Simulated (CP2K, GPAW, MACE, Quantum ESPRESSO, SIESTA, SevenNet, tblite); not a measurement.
# Forces in a (5,5) carbon nanotube bundle: programs, bases and cheaper models against plane-wave PBE

A usual rule of thumb says that the functional, not the program, decides the forces. It is tested here on one 80-atom cell of a (5,5) carbon nanotube bundle with randomly displaced atoms. Forces of this kind govern vibrations, heat transport and molecular dynamics in nanotube materials, where a cheaper basis or model is attractive only if its error is known. Every run is a single point on the same atoms. The force share is the r.m.s. difference of the force components from those of Quantum ESPRESSO with PBE and SSSP pseudopotentials, divided by the r.m.s. component of that reference, 1.37 eV/Å. A share of 1 % therefore means about 0.014 eV/Å. The reference is itself a calculation at a finite cutoff, so the shares measure agreement with it, not accuracy against experiment.

## How the numbers were made

One cell of 80 atoms: graphene sheet (a = 2.46 Å) rolled into an (5,5) tube of diameter 6.78 Å, 4 periods, hexagonal bundle with 3.3 Å between walls; minimised with a classical potential (cell length along the tube axis free). Then every atom was moved at random, 0.02 Å r.m.s. a Cartesian component. Every run is a single point on the same atoms, without spin polarisation; electronic-structure runs share their k-points (Γ alone) and a smearing of 0.05 eV. Reference: Quantum ESPRESSO 7.5, PBE, SSSP efficiency 1.3.0 pseudopotentials, plane waves to 612 eV; its r.m.s. force component is 1.37 eV/Å. Other programs: CP2K 2026.2, GPAW 26.7.0, MACE MP-0b2 small, MACE MPA-0 medium, SIESTA 5.4.2, SevenNet 0 and tblite 0.8.0. In the run that the rows count from, the cell has a density of 1.86 g/cm³, a pressure of 11.3 GPa and a spacing of 1.26 eV between highest filled and lowest empty level, and its k-points sample 9.7 Å along the shortest periodic direction.

Notes on method and selection:

- The reference is one program's result at a finite cutoff, not the truth.
- Tight-binding models were fitted mostly to molecules.
- Each program runs at its own cutoffs and thresholds.
- The open machine-learned potentials were trained mostly on computed crystals (Materials Project trajectories and like sets), at PBE and PBE+U unless another functional is named.
- Runs made unsound on purpose, GPAW plane-wave runs under 500 eV and SIESTA runs with D3 or with its warning on the neutral-atom potential of Cu, Fe, Ni or Zn are left out.
- A level that differs from the reference in program or basis and in functional mixes both effects.
- Runs that did not converge, have known faults or may not be shown are not listed, and runs on Ansatz's PAW sets soft_1 and soft_2 are kept to separate tables.

Columns:

- kind: kind of method.
- force share (%): r.m.s. difference of force components from the reference, over the reference's r.m.s. force component.
- force slope: slope of the run's force components against the reference's.
- pressure (GPa): pressure, a third of the trace of the stress, positive under compression, without a kinetic term.

## The series

| member | kind | force share (%) | force slope | pressure (GPa) | remark |
| --- | --- | --- | --- | --- | --- |
| SevenNet-0 | learned potential | 35.02 | 0.770 | 9.771 |  |
| MACE-MP-0b2 small | learned potential | 35.36 | 0.806 | 10.502 |  |
| CP2K, PBE+D3(BJ), DZVP-MOLOPT-SR-GTH | atom-centred basis | 4.00 | 1.025 | 11.695 | grid cutoff 450 Ry |
| CP2K, BLYP, DZVP-MOLOPT-SR-GTH | atom-centred basis | ? | ? | ? |  |
| GPAW, PBE, real-space grid | real-space grid | 0.70 | 0.999 | – | grid spacing 0.18 Å |
| SIESTA, PBE, atomic orbitals (DZP) | atom-centred basis | 17.29 | 1.122 | 18.870 | grid cutoff 300 Ry |
| QE, PBE, GBRV | plane waves | 0.54 | 1.003 | 10.778 | wave cutoff 544 eV |
| QE, PBE, SSSP efficiency (reference) | plane waves | – | – | 11.261 |  |
| CP2K, PBE, DZVP-MOLOPT (UZH set) | atom-centred basis | 1.84 | 1.016 | 11.886 | grid cutoff 450 Ry |
| GPAW, PBE, atomic orbitals (dzp) | atom-centred basis | 10.40 | 1.074 | – | grid spacing 0.2 Å |
| SIESTA, vdW-DF2, atomic orbitals (DZP) | atom-centred basis | 25.45 | 1.127 | 25.275 | grid cutoff 300 Ry |
| CP2K, PBEsol, DZVP-MOLOPT-SR-GTH | atom-centred basis | 3.13 | 1.025 | 11.189 | grid cutoff 450 Ry |
| MACE-MPA-0 medium | learned potential | 33.88 | 0.862 | 10.634 |  |
| tblite, IPEA1-xTB | tight binding | 19.38 | 1.154 | 5.540 |  |
| tblite, GFN2-xTB | tight binding | 10.51 | 0.935 | 6.655 |  |
| CP2K, PBE, TZVP-MOLOPT (UZH set) | atom-centred basis | 1.62 | 1.012 | 12.070 | grid cutoff 450 Ry |
| CP2K, GFN1-xTB | tight binding | 10.99 | 0.946 | 8.996 |  |
| CP2K, PBE, DZVP-MOLOPT-SR-GTH | atom-centred basis | 1.88 | 1.015 | 11.845 | grid cutoff 450 Ry |

Cells marked ? are withheld until the estimate has been made.

## Why the values move as they do

For well-converged bases the rule holds. With PBE kept, the GBRV pseudopotentials give the smallest share, 0.54 %, and the GPAW real-space grid gives 0.70 %. The three CP2K runs with plain PBE lie at 1.62 to 1.88 %. Going from DZVP to TZVP in the UZH set gains only 1.84 − 1.62 = 0.22 percentage points, so much of what remains may come from the pseudopotentials.

The rule fails for the numerical atomic-orbital bases of GPAW and SIESTA, although they are nominally as large as CP2K's DZVP sets. GPAW with dzp orbitals reaches 10.40 % and SIESTA with DZP orbitals 17.29 %, both with PBE, whereas CP2K with PBEsol stays at 3.13 %. Every atom-centred run shown has a force slope above 1. A likely reason is that a limited basis does not let the electron density relax fully as the atoms move, which makes the restoring forces too stiff. Stiffness is only part of the SIESTA error: a slope of 1.122 accounts for 100 × 1.122 − 100 = 12.2 %, and √(17.29² − 12.2²) = 12.3 % is not proportional to the reference forces. The SIESTA pressure is also 18.870 − 11.261 = 7.609 GPa too high, as expected if the basis favours longer bonds.

The tight-binding models span 10.51 to 19.38 %, so GFN2-xTB and GFN1-xTB match the forces about as well as GPAW with dzp orbitals. Their pressures, like that of IPEA1-xTB, are too low. Dispersion is probably a minor cause, since adding D3(BJ) to PBE in CP2K lowers the pressure by only 11.845 − 11.695 = 0.150 GPa.

The learned potentials have the largest shares, 33.88 to 35.36 %, with MACE-MP-0b2 small the worst. Their slopes of 0.770 to 0.862 show forces that are too soft, which fits training dominated by crystals near equilibrium, though the reference's sampling at Γ alone may contribute as well. Rescaling would not repair them: for MACE-MPA-0, √(33.88² − 13.8²) = 30.9 % is not proportional to the reference forces. Yet its pressure is only 11.261 − 10.634 = 0.627 GPa below the reference, so a good pressure is no sign of good forces.

## An estimate before looking

Plain estimates from the members shown:

- CP2K, BLYP, DZVP-MOLOPT-SR-GTH, mean of the 16 members shown: 13.25 %, standard deviation 13

The mean of the 16 members, 13.25 %, mixes learned potentials with converged PBE runs and says little about a CP2K calculation. A better start is the CP2K PBE run in the same DZVP-MOLOPT-SR-GTH basis, at 1.88 %, to which the effect of changing the functional is added.

The table holds three such changes within one program and basis. The share rises by 3.13 − 1.88 = 1.25 points for PBEsol, by 4.00 − 1.88 = 2.12 for added D3(BJ), and by 25.45 − 17.29 = 8.16 for vdW-DF2 in SIESTA. The median is 2.12, which gives 1.88 + 2.12 = 4.00 %.

A middle value suits BLYP. It replaces both exchange and correlation, and it generally favours slightly longer C–C bonds than PBE and stronger repulsion between closed shells. On a curved wall, a preference for longer bonds pushes each atom outwards, a force that symmetry does not cancel. The vdW-DF2 step is probably too large a model, because it is taken in a basis that already errs strongly.

Tried on PBEsol, the D3(BJ) step gives 4.00 % against the 3.13 % shown, a miss of 0.87. The median absolute deviation of the three steps is also 0.87; multiplied by about 1.5, the usual factor for a normal distribution, it gives a standard deviation of 1.3. With only three steps, that width is itself uncertain.

**Committed estimate, CP2K, BLYP, DZVP-MOLOPT-SR-GTH: force share = 4.0 ± 1.3 %.**

## The withheld result

| member | kind | force share (%) | force slope | pressure (GPa) | remark |
| --- | --- | --- | --- | --- | --- |
| CP2K, BLYP, DZVP-MOLOPT-SR-GTH | atom-centred basis | 2.70 | 0.996 | 13.563 | grid cutoff 450 Ry |

| member | estimate | force share (%) | computed | estimate − computed | miss in error bars |
| --- | --- | --- | --- | --- | --- |
| CP2K, BLYP, DZVP-MOLOPT-SR-GTH | committed | 4.00 | 2.70 | +1.30 | 1.0 |
| CP2K, BLYP, DZVP-MOLOPT-SR-GTH | mean | 13.25 | 2.70 | +10.55 |  |

The BLYP run has a force share of 2.70 %, so the estimate of 4.0 ± 1.3 % was too high by 1.30 points, right at the edge of its error bar. The series mean missed by 10.55 points. The unshifted PBE value in the same basis, 1.88 %, would have come closer than the estimate, with a miss of 0.82.

Starting from the same program and basis was sound, but the added step of 2.12 points was too large. BLYP lowers the force slope from 1.015 to 0.996 and so cancels the slight excess stiffness of the CP2K PBE run. This also ends the earlier pattern of slopes above 1 in every atom-centred run. The part of the difference not proportional to the reference forces grows from √(1.88² − 1.5²) = 1.1 % to √(2.70² − 0.4²) = 2.7 %.

The pressure rises by 13.563 − 11.845 = 1.718 GPa, as expected if BLYP favours longer bonds. Part of either change may come from the pseudopotentials, since BLYP used its own set. The steps behind my estimate had no such part: the PBEsol, D3(BJ) and vdW-DF2 runs all kept the pseudopotentials of the PBE runs they were compared with. The error bar of 1.3 points therefore made no allowance for a change of pseudopotentials.

## Residuals

The three learned potentials lie farthest out, at 33.88 to 35.36 %. Soft training data is one candidate cause; the k-points are the other. Armchair tubes are metallic, yet the reference, sampled at Γ alone on four periods, has a spacing of 1.26 eV between filled and empty levels. The learned potentials have no k-points and were trained mostly on well-sampled crystals. Forces that arise in the reference from its coarse sampling would be missing from them, which raises the share and lowers the slope, as observed. How much of the third is sampling and how much is model error remains open. Their good pressures come from cancellation: the stress is too high along the tube and too low across it.

SIESTA with vdW-DF2 follows at 25.45 %, with a pressure 25.275 − 11.261 = 14.014 GPa above the reference. The same basis with PBE is already 7.609 GPa too high, and the step to vdW-DF2 adds 25.275 − 18.870 = 6.405 GPa. The functional tends to lengthen covalent bonds, which would raise the pressure. But the run kept the pseudopotentials of the PBE run instead of a set made for vdW-DF2, and the table cannot show how much of the step comes from that mismatch.

IPEA1-xTB reaches 19.38 %, mostly through forces that are about 15 % too stiff. It was parametrised for ionisation energies and electron affinities, so forces less accurate than those of GFN1-xTB and GFN2-xTB are no surprise.

For the low tight-binding pressures, I judged dispersion by the 0.150 GPa that D3(BJ) takes off the CP2K pressure. That figure is a poor measure, because D3(BJ) lowers the stress across the tube and raises it along the tube, and the two nearly cancel. Dispersion still looks like a minor cause: across the tube its effect is much smaller than the tight-binding shortfall, and along the tube it acts the other way.

The 1.62 to 1.88 % of CP2K with plain PBE has no settled cause. I leaned towards the pseudopotentials because TZVP gains so little over DZVP, but that step adds no polarisation functions, so it does not show that the basis is complete. All three runs also use GTH pseudopotentials, so the table cannot separate the two causes.

## What to take away

On this cell, PBE forces from plane waves or a real-space grid agree within 1 %, and those from CP2K within 2 %. Changing the functional or adding D3(BJ) in CP2K gives 2.70 to 4.00 %, less than the 10.40 and 17.29 % of PBE in the GPAW and SIESTA orbital bases. SIESTA also differs from the reference in its pseudopotentials, so the clearer test of the basis is within GPAW, where the share is 0.70 % on the real-space grid and 10.40 % with dzp orbitals. For this tube, the choice of basis can therefore matter more than the choice among the functionals tried in CP2K.

In units of practice, the BLYP difference is 2.70 × 1.37 / 100 = 0.037 eV/Å, against 1.88 × 1.37 / 100 = 0.026 eV/Å for PBE in the same basis.

The largest omission is k-point sampling along the tube. It opens a false gap of about 1.3 eV and may change the forces by an amount that this table cannot show. The electronic-structure runs share this error, so their mutual agreement does not make the forces right for a real bundle, and the learned potentials cannot be judged fairly against this reference.
